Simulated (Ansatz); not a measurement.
Ligand exchange: SbH3 + SiH2(SiH3)F → SiH3(SbH2) + SiH3F

Species: SbH3 (stibine) `[SbH3]`, singlet; SiH2(SiH3)F, singlet; SiH3(SbH2), singlet; SiH3F `F[SiH3]`, singlet. The partners trade H for SiH3: Sb–H and Si–SiH3 bonds give way to Sb–SiH3 and Si–H.

Shapes, held fixed at every level: PBE0-D4/def2-TZVP. Programs: Ansatz 0.2.0. The zero-point and thermal change to 298 K, harmonic and unscaled (PBE0-D4/def2-TZVP), is +3.6 kJ/mol.

Task: Estimate ΔH(298 K) of this reaction.

Result: The highest level, CCSD(T)/def2-TZVPP, gives ΔH(298 K) = -35.7 kJ/mol; the levels span -46.5 to -26.6. The column of differences is taken from that level and isn't an error. No measured value is set beside it here. For atoms past krypton def2 sets carry core potentials with scalar relativity. Correlated rows may include outer-core shells of Sb, which these sets cover unevenly.

```
               level                   kind  ΔH(298 K) (kJ/mol)  less CCSD(T)/def2-TZVPP
         HF/def2-SVP           Hartree–Fock               -40.8                     -5.1
    SPW92/def2-TZVPP                    LDA               -26.6                     +9.1
r2SCAN-D4/def2-TZVPP               meta-GGA               -33.2                     +2.5
 BHLYP-D4/def2-TZVPP          global hybrid               -38.4                     -2.7
  PBE0-D4/def2-TZVPP          global hybrid               -32.8                     +2.9
        MP2/def2-SVP    perturbation theory               -43.3                     -7.6
      MP2/def2-TZVPP    perturbation theory               -46.5                    -10.8
  CCSD(T)/def2-TZVPP  coupled cluster or CI               -35.7                      0.0
```

The exchange is exothermic at every level, so its direction doesn't depend on the treatment of correlation; Hartree–Fock already gives it. Fluorine stays on silicon throughout, and the balance is mainly that of Sb–H and Si–Si bonds against Sb–Si and Si–H bonds. The gain probably comes largely from the new Si–H bond. Hydrogen 1s overlaps better with silicon's valence orbitals than with the more diffuse 5p orbitals of antimony, and the Si–H bond is also more polar. Replacing the Si–Si bond with a weaker Si–Sb bond should offset part of that gain.

The size of the gain is less settled than its sign. MP2 exaggerates it relative to coupled cluster, and the larger basis takes MP2 further from that result, which suggests that the missing higher-order correlation matters more here than the small basis. PBE0 and r2SCAN lie close to coupled cluster, while LDA gives the weakest driving force. A favourable enthalpy doesn't show that the exchange would be fast, since breaking both bonds may require a substantial barrier.
